**Why the singlets of an allylamine–alane adduct depart from their orbital energy differences**

The table holds ten vertical TDDFT singlets of C4H12AlN, allyl(methyl)amine bound to AlH3, at wB97X-D/def2-SVPD in the gas phase, with energy, oscillator strength, leading orbital pair and its orbital energy difference. The program fits nothing: it works out the lowering of each state below its orbital energy difference, converts it to a point-charge distance as a check of scale, and averages the difference over the leading pairs of each state. The lowering runs from 2.59 to 4.33 eV, or 5.6 to 3.3 Å, and the rank correlation of orbital difference with energy rises from 0.65 to 0.93 when state 9 is set aside. Orbital populations place HOMO and HOMO-1 on the Al–H bonds, 0.03 eV apart, which matches the twin states 1/2 and 4/5. States 3, 5 and 7 carry 77 % of the summed oscillator strength, and state 7 is brighter than its share of the π→π* pair accounts for.

The ten lowest vertical TDDFT singlets of C4H12AlN, SMILES C=CC[N@@H+](C)[AlH3-], each with its leading orbital pair. Computed with PySCF 2.14.0 at the wB97X-D/def2-SVPD level in the gas phase, with density fitting and core orbitals frozen in the response, at the PBE0-D3(BJ)/def2-SVP geometry.

## The fit in Python

```python
# Table: vertical TDDFT singlets of allyl(methyl)amine-alane, PySCF, wB97X-D/def2-SVPD, gas phase.
# Tested: how far and in what order the energies depart from orbital energy differences; source of brightness.
T = {
    'state': [1, 2, 3, 4, 5, 6, 7, 8, 9, 10],
    'main_from': ['HOMO', 'HOMO-1', 'HOMO-2', 'HOMO', 'HOMO-1', 'HOMO-1', 'HOMO-3', 'HOMO', 'HOMO-1', 'HOMO-2'],
    'main_to': ['LUMO', 'LUMO', 'LUMO', 'LUMO+1', 'LUMO+1', 'LUMO+2', 'LUMO', 'LUMO+5', 'LUMO', 'LUMO+1'],
    'energy': [6.64, 6.73, 7.33, 7.42, 7.52, 7.58, 7.6, 7.7, 7.79, 7.84],  # eV
    'oscillator_strength': [0.007, 0.017, 0.303, 0.022, 0.124, 0.039, 0.241, 0.055, 0.009, 0.046],
    'main_weight': [0.34, 0.41, 0.66, 0.47, 0.57, 0.21, 0.28, 0.3, 0.38, 0.64],
    'de': [10.35, 10.38, 11.29, 11.0, 11.03, 11.54, 11.93, None, 10.38, 11.94],  # eV
}
import numpy as np
from scipy import constants as c
from scipy.stats import spearmanr
st = [int(s) for s in T['state']]
E = dict(zip(st, map(float, T['energy'])))
f = dict(zip(st, map(float, T['oscillator_strength'])))
de = {s: float(d) for s, d in zip(st, T['de']) if d is not None}
k = c.e/(4*np.pi*c.epsilon_0)*1e10  # eV angstrom
# Typed from further outputs of the same run: orbital energies (eV), pairs (HOMO-i, LUMO+a, weight),
# transition dipoles (au), listed atomic populations, vertical ionisation energy (hole in HOMO-1)
occ = {0: -9.2623, 1: -9.2906, 2: -10.1995, 3: -10.8427}; vir = {0: 1.0942, 1: 1.7413, 2: 2.2525}
P = {1: [(0,0,.338),(0,2,.32),(0,1,.194)], 2: [(1,0,.409),(1,2,.29),(1,1,.138)],
     3: [(2,0,.656),(3,0,.122),(4,0,.1)], 4: [(0,1,.475),(0,0,.134),(0,2,.086)],
     5: [(1,1,.573),(1,2,.178)], 6: [(1,2,.208),(3,0,.196),(0,2,.191)],
     7: [(3,0,.284),(2,0,.198),(0,2,.183)], 8: [(0,5,.297),(1,7,.183),(0,6,.092)],
     9: [(1,0,.376),(1,2,.173),(0,0,.126)], 10: [(2,1,.637),(2,4,.139)]}
D = {1: (-.0805,-.1579,-.1173), 2: (-.0357,.1557,-.2837), 3: (1.2893,.151,-.0301), 4: (.107,.3229,.0887),
     5: (-.1429,-.2747,.7602), 6: (.4428,-.1281,.0003), 7: (-1.0506,-.433,.0293), 8: (.4531,.2956,.0144),
     9: (.1612,.128,-.0849), 10: (-.1185,.173,-.4397)}
names = ['HOMO-3', 'HOMO-2', 'HOMO-1', 'HOMO', 'LUMO', 'LUMO+1', 'LUMO+2']
alh = [.138, .053, .373+.368+.108+.098, .369+.281+.276, 0, .334, .598+.072+.067+.062]
cc = [.131+.09, .311+.297, 0, 0, .342+.288, .092+.078, 0]
IP = 9.756
low = {s: de[s]-E[s] for s in de}
print('state, pair, E (eV), step from previous (eV), de-E (eV), point-charge distance for de-E (angstrom)')
for s, a, b in zip(st, T['main_from'], T['main_to']):
    step = f'{E[s]-E[s-1]:.2f}' if s > 1 else '  - '
    tail = f'{low[s]:.2f}  {k/low[s]:.1f}' if s in low else 'de not given'
    print(f'{s:2d} {a+" > "+b:16s} {E[s]:.2f}  {step}  {tail}')
print('rounding: E and de to 0.01 eV, so differences are uncertain by 0.01 to 0.02 eV')
print(f'span of E {max(E.values())-min(E.values()):.2f} eV, of de {max(de.values())-min(de.values()):.2f} eV;'
      f' de-E from {min(low.values()):.2f} to {max(low.values()):.2f}, mean {np.mean(list(low.values())):.2f} eV')
ks = sorted(de); k9 = [s for s in ks if s != 9]
print(f'rank correlation of de and E: {spearmanr([de[s] for s in ks], [E[s] for s in ks])[0]:.2f};'
      f' without state 9: {spearmanr([de[s] for s in k9], [E[s] for s in k9])[0]:.2f}')
print('pairs of states ordered against de:', [(i, j) for i in ks for j in ks if i < j and de[i] > de[j]+0.015])
for i, j in [(1,2), (4,5), (1,4), (2,5), (2,9), (3,4), (3,10)]:
    print(f'state {j} less state {i}: E {E[j]-E[i]:+.2f} eV, de {de[j]-de[i]:+.2f} eV')
print(f'HOMO less HOMO-1: {occ[0]-occ[1]:.3f} eV; IP {IP:.2f} eV less (-HOMO-1 energy): {IP+occ[1]:.2f} eV')
print('IP less E, HOMO-1 hole (eV):', ', '.join(f'state {s} {IP-E[s]:.2f}' for s in (2, 5, 9)))
print('listed share on AlH3:', ', '.join(f'{n} {x:.2f}' for n, x in zip(names, alh)))
print('listed share on C=C: ', ', '.join(f'{n} {x:.2f}' for n, x in zip(names, cc)), '(0 = not listed)')
print('state, listed weight, holes, share into LUMO, weighted de less E (eV), f, dipole (au), x share')
wl = {}
for s in st:
    w = sum(p[2] for p in P[s]); kn = [p for p in P[s] if p[0] in occ and p[1] in vir]
    if kn:
        wl[s] = sum(p[2]*(vir[p[1]]-occ[p[0]]) for p in kn)/sum(p[2] for p in kn)-E[s]
    txt = (f'{wl[s]:.2f}'+('*' if len(kn) < len(P[s]) else ' ')) if kn else '  -  '
    d = np.array(D[s])
    print(f'{s:2d}  {w:.2f}  {len({p[0] for p in P[s]})}  {sum(p[2] for p in P[s] if p[1] == 0)/w:.2f}'
          f'  {txt}  {f[s]:.3f}  {np.linalg.norm(d):.2f}  {d[0]**2/(d@d):.2f}')
print('* one listed pair omitted: its orbital energy is not given')
tot = lambda i, a: sum(p[2] for s in st for p in P[s] if p[:2] == (i, a))
print(f'listed weight summed over states: HOMO>LUMO {tot(0,0):.2f}, HOMO-1>LUMO {tot(1,0):.2f}, HOMO-2>LUMO {tot(2,0):.2f}')
print(f'state 7 over 3: f {f[7]/f[3]:.2f}, HOMO-2>LUMO weight {P[7][1][2]/P[3][0][2]:.2f};'
      f' f 7 over 6: {f[7]/f[6]:.1f}; f 5 over 4: {f[5]/f[4]:.1f}')
print(f'sum of f {sum(f.values()):.3f}; states 3, 5, 7 carry {100*(f[3]+f[5]+f[7])/sum(f.values()):.0f} %')
assert all(2 < x < 5 for x in low.values()) and de[3] > de[4] and E[3] < E[4]
assert min(low, key=low.get) == 9 and min(wl, key=wl.get) == 9
assert E[2]-E[1] < 0.15 and E[5]-E[4] < 0.15 and E[9]-E[2] > 1
assert sorted(f, key=f.get)[-3:] == [5, 7, 3]
```

Running it gives:

```
state, pair, E (eV), step from previous (eV), de-E (eV), point-charge distance for de-E (angstrom)
 1 HOMO > LUMO      6.64    -   3.71  3.9
 2 HOMO-1 > LUMO    6.73  0.09  3.65  3.9
 3 HOMO-2 > LUMO    7.33  0.60  3.96  3.6
 4 HOMO > LUMO+1    7.42  0.09  3.58  4.0
 5 HOMO-1 > LUMO+1  7.52  0.10  3.51  4.1
 6 HOMO-1 > LUMO+2  7.58  0.06  3.96  3.6
 7 HOMO-3 > LUMO    7.60  0.02  4.33  3.3
 8 HOMO > LUMO+5    7.70  0.10  de not given
 9 HOMO-1 > LUMO    7.79  0.09  2.59  5.6
10 HOMO-2 > LUMO+1  7.84  0.05  4.10  3.5
rounding: E and de to 0.01 eV, so differences are uncertain by 0.01 to 0.02 eV
span of E 1.20 eV, of de 1.59 eV; de-E from 2.59 to 4.33, mean 3.71 eV
rank correlation of de and E: 0.65; without state 9: 0.93
pairs of states ordered against de: [(3, 4), (3, 5), (3, 9), (4, 9), (5, 9), (6, 9), (7, 9)]
state 2 less state 1: E +0.09 eV, de +0.03 eV
state 5 less state 4: E +0.10 eV, de +0.03 eV
state 4 less state 1: E +0.78 eV, de +0.65 eV
state 5 less state 2: E +0.79 eV, de +0.65 eV
state 9 less state 2: E +1.06 eV, de +0.00 eV
state 4 less state 3: E +0.09 eV, de -0.29 eV
state 10 less state 3: E +0.51 eV, de +0.65 eV
HOMO less HOMO-1: 0.028 eV; IP 9.76 eV less (-HOMO-1 energy): 0.47 eV
IP less E, HOMO-1 hole (eV): state 2 3.03, state 5 2.24, state 9 1.97
listed share on AlH3: HOMO-3 0.14, HOMO-2 0.05, HOMO-1 0.95, HOMO 0.93, LUMO 0.00, LUMO+1 0.33, LUMO+2 0.80
listed share on C=C:  HOMO-3 0.22, HOMO-2 0.61, HOMO-1 0.00, HOMO 0.00, LUMO 0.63, LUMO+1 0.17, LUMO+2 0.00 (0 = not listed)
state, listed weight, holes, share into LUMO, weighted de less E (eV), f, dipole (au), x share
 1  0.85  1  0.40  4.30   0.007  0.21  0.14
 2  0.84  1  0.49  4.16   0.017  0.33  0.01
 3  0.88  3  1.00  4.06*  0.303  1.30  0.99
 4  0.69  1  0.19  3.52   0.022  0.35  0.09
 5  0.75  1  0.00  3.63   0.124  0.82  0.03
 6  0.59  3  0.33  4.08   0.039  0.46  0.92
 7  0.67  3  0.72  4.03   0.241  1.14  0.85
 8  0.57  2  0.00    -    0.055  0.54  0.70
 9  0.68  2  0.74  2.89   0.009  0.22  0.52
10  0.78  1  0.00  4.10*  0.046  0.49  0.06
* one listed pair omitted: its orbital energy is not given
listed weight summed over states: HOMO>LUMO 0.60, HOMO-1>LUMO 0.78, HOMO-2>LUMO 0.85
state 7 over 3: f 0.80, HOMO-2>LUMO weight 0.30; f 7 over 6: 6.2; f 5 over 4: 5.6
sum of f 0.863; states 3, 5, 7 carry 77 %
```
